**Q.** We measure third ionisation energies, M²⁺ → M³⁺. What sizes should I remember from Rb to Xe?

**A.** The energy is 20 to 45 eV. Within a subshell the computed value rises by 1.7 to 3.1 eV per proton, except for 1.17 eV from Te to I; the NIST values also rise, except for a fall from Tc to Ru. A new subshell brings a drop: 6 eV from Sn to Sb, 9 eV from Cd to In, 20 eV over the two protons from Sr to Zr. This spin-unpolarised Dirac PBEsol atom misses NIST by up to half an eV where both ions have a single term, and by about 1 eV on average in the open 4d shell. The highest orbital eigenvalue $\varepsilon$, sign reversed, falls 4 to 8 eV short of the ionisation energy IE.

Spherical all-electron M²⁺ and M³⁺ ions, computed with Quantum ESPRESSO 7.5 (ld1.x) using the Dirac equation, the PBEsol functional, no spin polarisation and a point nucleus. The ions have NIST's ground configurations, with the j = l − 1/2 level of each subshell filled first. The ionisation energy is the total energy of M³⁺ less that of M²⁺.

```
species   Z  electrons      configuration  electron removed from  ionisation energy (eV)  −ε(highest occupied) (eV)  highest level mean radius (bohr)  highest level  NIST table (eV)  kind of table value  stated uncertainty (eV)  computed less table (eV)  −ε / IE
   Rb2+  37         35  [Ar] 3d10 4s2 4p5                     4p                 39.7846                     33.380                            1.6463          4p3/2           39.247       semi-empirical                    0.003                     0.538    0.839
   Sr2+  38         36  [Ar] 3d10 4s2 4p6                     4p                 42.8384                     36.115                            1.5577          4p3/2         42.88353             measured                  0.00019                   -0.0451    0.843
   Zr2+  40         38           [Kr] 4d2                     4d                 22.6565                     17.320                            1.9946          4d3/2            23.17       semi-empirical                    0.004                    -0.513    0.764
   Mo2+  42         40           [Kr] 4d4                     4d                 26.8053                     20.874                            1.7174          4d3/2            27.13       semi-empirical                     0.12                    -0.325    0.779
   Tc2+  43         41           [Kr] 4d5                     4d                 28.4685                     22.288                            1.6252          4d5/2            29.55       semi-empirical                      n/a                     -1.08    0.783
   Ru2+  44         42           [Kr] 4d6                     4d                 30.3717                     23.910                            1.5326          4d5/2            28.47       semi-empirical                      n/a                      1.90    0.787
   Rh2+  45         43           [Kr] 4d7                     4d                 32.2381                     25.500                            1.4516          4d5/2            31.06       semi-empirical                      n/a                      1.18    0.791
   Pd2+  46         44           [Kr] 4d8                     4d                 34.0756                     27.067                            1.3800          4d5/2            32.93       semi-empirical                      n/a                      1.15    0.794
   Ag2+  47         45           [Kr] 4d9                     4d                 35.8901                     28.614                            1.3161          4d5/2             34.8       semi-empirical                      0.3                      1.09    0.797
   Cd2+  48         46          [Kr] 4d10                     4d                 37.6861                     30.147                            1.2587          4d5/2           37.468             measured                    0.006                     0.218    0.800
   In2+  49         47      [Kr] 4d10 5s1                     5s                 28.2661                     23.680                            2.3295          5s1/2         28.04415             measured                  0.00012                     0.222    0.838
   Sn2+  50         48      [Kr] 4d10 5s2                     5s                 31.0140                     26.155                            2.2083          5s1/2           30.506             measured                    0.003                     0.508    0.843
   Sb2+  51         49  [Kr] 4d10 5s2 5p1                     5p                 25.0645                     20.639                            2.4330          5p1/2          25.3235             measured                      n/a                    -0.259    0.823
   Te2+  52         50  [Kr] 4d10 5s2 5p2                     5p                 27.6026                     22.896                            2.2855          5p1/2            27.84             measured                     0.04                    -0.237    0.830
    I2+  53         51  [Kr] 4d10 5s2 5p3                     5p                 28.7736                     23.964                            2.2324          5p3/2            29.57             measured                    0.025                    -0.796    0.833
   Xe2+  54         52  [Kr] 4d10 5s2 5p4                     5p                 31.1284                     26.074                            2.1148          5p3/2            31.05       semi-empirical                     0.04                    0.0784    0.838
```

**Q.** Why a sawtooth?

**A.** An added electron in the same subshell screens the added proton only partly, so the orbital contracts and binds harder. The mean radius $\langle r\rangle$ of the highest level shrinks from 1.99 bohr in Zr²⁺ to 1.26 in Cd²⁺ while IE climbs from 22.7 to 37.7 eV. Once a subshell is full, the next electron is screened by all of it: in In²⁺ it sits in 5s at 2.33 bohr. From Sn to Sb the radius grows little, yet IE falls, for the standard reason that 5s penetrates the core more than 5p. The hydrogenic formula gets the direction only. Inverting $\mathrm{IE}=13.6\,\mathrm{eV}\,Z_\mathrm{eff}^2/n^2$ with $n=4$ gives $Z_\mathrm{eff}$ rising by 0.18 per proton along 4d, where Slater's rules give 0.65.

**Q.** The computed steps Mo→Tc and Te→I are short. Is that real?

**A.** Largely it comes from the filling rule. The $j=l-\tfrac12$ level is filled first, so Mo²⁺ is a closed 4d₃/₂⁴ and Te²⁺ a closed 5p₁/₂²; the next element loses its electron from the less bound $j=l+\tfrac12$ level. The numbers bear this out for 4d, which the same calculation splits by 0.25 eV in Mo²⁺. Removing the splitting turns the steps per proton for Zr→Mo, Mo→Tc and Tc→Ru from 2.07, 1.66, 1.90 eV into 2.03, 1.91, 1.90. The Te→I step lies 1.28 eV below the mean of its neighbours, which I read as roughly the 5p splitting. In the NIST values that shortfall is 0.27 eV, because real ions have terms as well.

**Q.** My values fall from Tc to Ru and yours rise. What is missing?

**A.** Hund's rules. A real $d^n$ ion keeps its spins parallel and its electrons apart, so its ground term lies at an energy $D(n)\le 0$ relative to the average of the configuration, deepest at $d^5$. A spherical density without spin knows nothing of this. If it stands for the average, which is only approximately so, computed less true IE is $D(n)-D(n-1)$. Up to half filling the parent is the better stabilised ion and the error is negative; beyond it the product is, and the error is positive. The seven open-shell 4d rows have these signs; for Cd²⁺ the model gives zero.

Take Ru²⁺, $d^6\to d^5$, with nothing fitted. The Slater integrals of Mo²⁺ from the same calculation, $F^2=7.10$ and $F^4=4.61$ eV, give the Racah parameters $B=F^2/49-5F^4/441=0.093$ eV and $C=35F^4/441=0.366$ eV. Then

$$D(5)=-\tfrac{175}{9}B-\tfrac{70}{9}C=-4.65\ \mathrm{eV},\qquad D(6)=D(4)=-\tfrac{35}{3}B-\tfrac{14}{3}C=-2.79\ \mathrm{eV}.$$

The difference, 1.86 eV, scaled as $1/\langle r\rangle$ by $1.717/1.533=1.12$, becomes 2.08 eV. Spin-orbit coupling reduces this. With coupling constant $\zeta$, the calculation removes a $j=\tfrac52$ electron raised by $\zeta$, while the real $d^6$ level is lowered by $\zeta$ and $d^5$ is unshifted, an error of $-2\zeta$. The 4d splitting is $\tfrac52\zeta$; a power law in $Z$ through Mo and Ag gives $-2\zeta=-0.29$ eV. The total is 1.79 eV against 1.90 in the table. The closeness is partly luck: both terms use the parent's integrals, while the more compact Ru³⁺ has larger ones, which deepen $D(5)$ and would carry the estimate past the table value.

**Q.** Does it hold elsewhere?

**A.** In level, roughly. For Rh, Pd and Ag the term part is flat at 1.15 to 1.16 eV, but with spin-orbit coupling the model rises from 0.90 to 1.03 eV while the errors fall from 1.18 to 1.09. It fails worst at Tc, by 0.82 eV, and overshoots the Tc→Ru jump in the error, 3.70 against 2.98 eV. A least-squares offset and scale on the term part over the eight 4d rows (+0.32 eV, 0.86) cut the rms residual from 0.37 to 0.14 eV; that correlation shrinks the integrals is a guess, and part of the positive offset comes from giving the product ion the parent's smaller integrals. Counting spin alone, an energy proportional to the square of the number of unpaired electrons, fitted the same way, leaves 0.27 eV. That preference for the full terms is modest. The spin-only fit does better at Tc (0.09 against 0.22 eV), and it is a proxy, not a spin-polarised run, so it doesn't show that such a run would do worse than the unfitted term model. Also, the NIST values from Zr to Ag are semi-empirical, uncertain by 0.3 eV for Ag, and of unstated uncertainty for Tc to Pd, the rows that carry the jump.

**Q.** Xe²⁺ agrees to 0.08 eV. Is the 5p shell safe?

**A.** No. I²⁺ is $p^3$ and comes out 0.80 eV low, and the error rises on passing to $p^4$, the pattern of Tc and Ru. Rb²⁺ ($p^5\to p^4$, past half filling) errs by +0.54 eV and Te²⁺ ($p^2$) by −0.24 eV, the signs the same rule gives. This is argued from signs only, since terms and spin-orbit coupling compete in 5p, and Xe²⁺ may owe its agreement to cancellation. Sr, Cd, In, Sn and Sb, with one term in each ion, err by −0.26 to +0.51 eV. Even these don't test PBEsol cleanly, because each has an unpaired spin left unpolarised: in the product for Sr, Cd and Sn, where polarisation would lower IE, in the parent for In and Sb, where it would raise it. The −0.045 eV of Sr²⁺ is therefore a cancellation: polarising Sr³⁺ would push it further below zero.

**Q.** The ratio $-\varepsilon/\mathrm{IE}$ improves from Zr to Cd. Does the eigenvalue get better?

**A.** It gets worse in eV: the gap $\mathrm{IE}+\varepsilon$ grows from 5.34 to 7.54 eV, only more slowly than IE. By Janak's theorem $\varepsilon=\partial E/\partial f$ for total energy $E$ and occupation $f$, so IE is the average of $-\varepsilon$ as the electron is removed. The exact $E$ is linear in $f$ and leaves no gap. A gradient functional lets the electron repel itself, $E$ curves, and the gap is about half the curvature, which should scale as $1/\langle r\rangle$. A least-squares fit to all sixteen rows gives 10.1 eV bohr$/\langle r\rangle$, within 6.5 % of each gap. The misfit is systematic: along 4d the gap grows by a factor 1.41 and $1/\langle r\rangle$ by 1.58. For Mo²⁺ half the bare 4d Coulomb integral $F^0$ is 7.19 eV and the gap 5.93; relaxation of the other electrons and exchange-correlation should both reduce it, in shares not separated here.
